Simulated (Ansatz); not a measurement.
AlNH4 (AlH2(NH2)): methods side by side

The species is AlNH4 (6 atoms), meant as a singlet with charge 0. As SMILES, `[H][Al]([H])[NH2]`. The shape comes from GFN2-xTB, which is rough for such elements, and wasn't checked as a minimum.

```xyz
6

Al    0.4112    0.7098    0.0041
H     1.9511    0.7541    0.0402
H    -0.3175    2.0686   -0.0206
N    -0.4778   -0.8270   -0.0067
H    -0.8038   -1.3379   -0.8198
H    -0.7632   -1.3675    0.8027
```

Each level gives the vertical electron affinity (to the doublet anion) (eV). The values are calculated.

The electron affinity is E(neutral) − E(anion): positive where the electron is bound.

| level | kind | program | value (eV) | less FCI/STO-3G | CPU time (all runs) |
| --- | --- | --- | --- | --- | --- |
| HF/STO-3G | Hartree–Fock | Ansatz | -8.25 | +0.12 | 0.21 s |
| SVWN5/STO-3G | LDA | Ansatz | -7.35 | +1.02 | 1.9 s |
| BLYP/STO-3G | GGA | Ansatz | -7.37 | +1.00 | 2.8 s |
| HSE06/STO-3G | range-separated hybrid | Ansatz | -7.29 | +1.08 | 2.8 s |
| B2PLYP/STO-3G | double hybrid | Ansatz | -7.71 | +0.66 | 2.6 s |
| CCSDT/STO-3G | coupled cluster or CI | Ansatz | -8.36 | +0.01 | 1.2 s |
| CCSDTQ/STO-3G | coupled cluster or CI | Ansatz | -8.37 | 0.00 | 43 s |
| FCI/STO-3G | exact in the basis | Ansatz | -8.37 | 0.00 | 9.1 s |

FCI/STO-3G is exact within its basis and frozen core, so for wave-function methods in that basis the difference is their error; functionals converge differently with the basis, so for them it is only a difference. The values span -8.37 to -7.29 eV. All rows use very small basis sets, so even the best lies far from the true value. Negative values mean that the anion is unbound at that level; they are set by how diffuse the basis is and aren't properties of the molecule. Times are those of the runs behind each value, whatever else they computed, on shared processors of several kinds: orders of magnitude only.

Correlation makes electron attachment slightly less favourable here: the value falls from -8.25 eV in Hartree–Fock to -8.37 eV in FCI. This is the reverse of the usual pattern, in which the anion, with one more electron, gains more correlation energy. The likely reason is that the added electron occupies one of the few valence virtual orbitals and so blocks excitations available to the neutral. CCSDT recovers nearly all of this small effect, so quadruple excitations hardly matter. The functionals all give less negative values, but HSE06 lies no closer to FCI than BLYP, so admixing exact exchange doesn't by itself explain the spread.

The coordinates place the NH2 plane roughly perpendicular to the AlH2 plane, whereas aminoalane is known to prefer a planar structure. The twist removes overlap between the nitrogen lone pair and the empty aluminium 3p orbital, the natural acceptor site. The structure is probably a rotational saddle point retained by the xTB optimisation, so the comparison doesn't describe attachment to the equilibrium conformer.
